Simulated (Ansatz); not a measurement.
# A series in volume per atom on Ag2O5

Equation of state of a cubic crystal from periodic Kohn-Sham density functional theory without spin; pressure corrected for the finite basis. The results are calculated, by Ansatz 0.2.0 development build.

Cell of the first row (space group Pn-3m, No. 224):
```
cell vectors (Å)
   5.2765     0.0000     0.0000
   0.0000     5.2765     0.0000
   0.0000     0.0000     5.2765
atoms (fractions of the cell vectors)
Ag  0.00000  0.00000  0.00000
Ag  0.50000  0.50000  0.00000
Ag  0.50000  0.00000  0.50000
Ag  0.00000  0.50000  0.50000
O   0.50000  0.00000  0.00000
O   0.00000  0.50000  0.00000
O   0.00000  0.00000  0.50000
O   0.50000  0.50000  0.50000
O   0.75000  0.75000  0.25000
O   0.75000  0.25000  0.75000
O   0.25000  0.75000  0.75000
O   0.75000  0.25000  0.25000
O   0.25000  0.75000  0.25000
O   0.25000  0.25000  0.75000
```

Settings of every row: formula Ag2O5; structure type cubic X2O5; functional PBE; spin treatment none; k mesh 21x21x21; occupation method fermi-dirac; occupation width 0.061225619 eV; wave cutoff 420 eV; datasets soft-1 PAW; density cutoff ratio 4.

Limits: a cubic model structure, not a phase known at ambient conditions; no spin polarisation, a magnetic state may lie lower.

| row | volume per atom (Å³) | pressure (GPa) | energy above lowest point (meV/atom) |
| --- | --- | --- | --- |
| 1 | 10.493 | 2.876 | 1.97 |
| 2 | 10.707 | ? | ? |
| 3 | 10.921 | -2.324 | 1.51 |
| 4 | 11.136 | -4.484 | 6.09 |
| 5 | 11.35 | -6.392 | 13.38 |

Question: what pressure should row 2 give?

Worked fit of pressure. Take u = (V_r/V)^(2/3) − 1 with V_r = 11.028 Å³ an atom, which is twice the finite (Eulerian) strain; such expansions in the strain, on which the Birch-Murnaghan equation of state is built, carry the rest volume and the bulk modulus. The shown rows have u = 0.03371, 0.00652, -0.00648, -0.019. Least squares give pressure = −3.4335 + 166.961 × u + 598.87 × u² GPa; a straight line predicts inner rows, each left out in turn, worse (root mean square 0.26 against 0.013 GPa). The rows lie off it by 0.001, -0.005, 0.006, -0.002 (root mean square 0.0041 GPa). The pressure vanishes at u = 0.0192, or V = 10.72 Å³ an atom, and there the bulk modulus at fixed shape and fractions is B = −V dP/dV = (2/3)(1 + u) dP/du = 129 GPa. The withheld row has u = 0.01989, so the fit gives −3.4335 + 166.961 × (0.01989) + 598.87 × (0.01989)² = 0.124 GPa.

The calculation gave 0.118 GPa. The fit lies 0.006 GPa (5.1 % of the value, 0.065 % of the column's range) above it; its largest miss of a shown row is 0.006 GPa.

The other values of row 2: energy above lowest point 0 meV/atom.
